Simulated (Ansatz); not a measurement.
Bi: energy change per atom and pressure as volume scale varies

Plane-wave DFT, scalar-relativistic PAW made under PBE with cores redone for the functional, no dispersion; the given relaxed cell is scaled uniformly, energy at zero smearing counts from the unscaled cell, pressure at the given Fermi-Dirac smearing is positive in compression. The results are calculated, by Ansatz 0.2.0.

The cell before it is scaled or strained (space group P6/mmm, No. 191):
```
Bi
1.0
      5.6271     0.0000     0.0000
     -2.8135     4.8732     0.0000
      0.0000     0.0000     3.3233
Bi
3
Direct
  0.00000 1.00000 0.00000
  0.33333 0.66667 0.50000
  0.66667 0.33333 0.50000
```

Settings of every row: spin polarised no; functional PBEsol; wave cutoff 420 eV; smearing width 0.1 eV; k mesh 7x7x11.

Atom starting moment: 0 on all atoms.

Limits: no spin-orbit coupling, which can matter with elements this heavy; the cell comes from a prototype or a list of computed structures and needn't be the stable phase.

| row | volume scale | V (Å³/atom) | energy change per atom (meV) | pressure (GPa) |
| --- | --- | --- | --- | --- |
| 1 | 0.88 | 26.732 | 101.97 | 10.1 |
| 2 | 0.92 | 27.947 | 42.22 | 5.99 |
| 3 | 0.96 | 29.162 | 10.15 | 2.74 |
| 4 | 1.04 | 31.592 | ? | ? |
| 5 | 1.08 | 32.807 | 28.74 | -3.62 |
| 6 | 1.12 | 34.022 | 61.55 | -4.97 |

Question: what energy change per atom and pressure should row 4 give?

Worked fit of energy change per atom. Take u = (V_r/V)^(2/3) − 1 with V_r = 29.162 Å³ an atom, which is twice the finite (Eulerian) strain; such expansions in the strain, on which the Birch-Murnaghan equation of state is built, carry the rest volume and the bulk modulus. The shown rows have u = 0.05972, 0.02878, 0, -0.07551, -0.09766. Least squares give energy change per atom = 10.148 + 750.5 × u + 13111.7 × u² meV; a straight line predicts inner rows, each left out in turn, worse (root mean square 34 against 0.61 meV). The rows lie off it by 0.24, -0.39, 0.00, 0.50, -0.36 (root mean square 0.34 meV). The withheld row has u = -0.05196, so the fit gives 10.148 + 750.5 × (-0.05196) + 13111.7 × (-0.05196)² = 6.55 meV.

The calculation gave 7.33 meV. The fit lies 0.78 meV (11 % of the value, 0.82 % of the column's range) below it; its largest miss of a shown row is 0.50 meV.

Worked fit of pressure. Take u = (V_r/V)^(2/3) − 1 with V_r = 29.162 Å³ an atom, which is twice the finite (Eulerian) strain; such expansions in the strain, on which the Birch-Murnaghan equation of state is built, carry the rest volume and the bulk modulus. The shown rows have u = 0.05972, 0.02878, 0, -0.07551, -0.09766. Least squares give pressure = 2.74 + 106.08 × u + 281.3 × u² GPa; a straight line predicts inner rows, each left out in turn, worse (root mean square 0.74 against 0.056 GPa). The rows lie off it by 0.02, -0.04, 0.00, 0.05, -0.03 (root mean square 0.033 GPa). The withheld row has u = -0.05196, so the fit gives 2.74 + 106.08 × (-0.05196) + 281.3 × (-0.05196)² = -2.01 GPa.

The calculation gave -1.94 GPa. The fit lies 0.07 GPa (3.6 % of the value, 0.46 % of the column's range) below it; its largest miss of a shown row is 0.05 GPa.
